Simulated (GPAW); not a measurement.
**Fitting the PBE energy curve of Sn3Se**

```cif
data_structure
_symmetry_space_group_name_H-M 'P 1'
_symmetry_Int_Tables_number 1
_cell_length_a 5.2795
_cell_length_b 5.2795
_cell_length_c 5.2795
_cell_angle_alpha 60.000
_cell_angle_beta 60.000
_cell_angle_gamma 60.000
_cell_volume 104.05
loop_
_atom_site_label
_atom_site_type_symbol
_atom_site_fract_x
_atom_site_fract_y
_atom_site_fract_z
_atom_site_occupancy
Sn1 Sn 0.50000 0.50000 0.50000 1
Sn2 Sn 0.75000 0.75000 0.75000 1
Sn3 Sn 0.25000 0.25000 0.25000 1
Se1 Se 0.00000 0.00000 0.00000 1
```

The cell comes from a database or a generator and needn't be the stable form of this composition.

The cell was scaled at fixed shape and fractions and run with GPAW, GPAW PAW data sets (gpaw-data 1.2.1), cutoff 600 eV; PBE, k mesh 6 × 6 × 6 on the cell of 4 atoms, fermi-dirac occupations of 0.05 eV, no spin polarisation, no spin-orbit coupling. Energies are those that the program minimises, any entropy of the smearing included. For a metal such a mesh isn't converged to the digits shown.

| V (Å³/atom) | energy over the lowest row (meV/atom) |
| --- | --- |
| 24.4523 | 11.746 |
| 24.9726 | 4.046 |
| 25.4928 | 0.281 |
| 26.0131 | 0.000 |
| 26.5334 | ? |
| 27.0536 | 8.356 |
| 27.5739 | 16.330 |

Task: Fit the third-order Birch-Murnaghan form, give V0, B0 and B′, and predict the energy left open.

Result: With y = (V0/V)^(2/3), E = E0 + (9 V0 B0/16) [(y - 1)³ B′ + (y - 1)² (6 - 4y)]. Least squares through the rows shown give V0 = 25.7951 Å³/atom, E0 = -0.280 meV, B0 = 49.56 GPa (1 eV/Å³ = 160.218 GPa) and B′ = 4.98, with a largest miss of 0.001 meV. At V = 26.5334 the form with these constants gives 2.810 meV; the run gave 2.813 meV an atom.

The minimum lies at 25.7951 Å³/atom, slightly below the volume of the lowest computed row, and a bulk modulus of 49.56 GPa describes a fairly soft solid. The well is anharmonic: energy climbs faster on compression than on an equal expansion, as the positive B′ of 4.98 requires. Closed-shell overlap and the kinetic energy of the valence electrons rise steeply as the atoms approach, while bonding weakens more gradually as they separate. The softness probably reflects the tin-rich composition, with diffuse Sn 5p states contributing much of the cohesion rather than a stiff network of short Sn–Se bonds.

The omitted point is recovered almost exactly, but it is an interpolation within a narrow, smooth range, so it supports the fitted form there rather than the accuracy of the functional. Every atom sits on a site fixed by the cubic symmetry, so uniform scaling misses no internal relaxation that preserves this symmetry. The curve can't, however, reveal whether shear or off-centre displacements, such as those driven by the Sn 5s lone pair, would lower the energy.
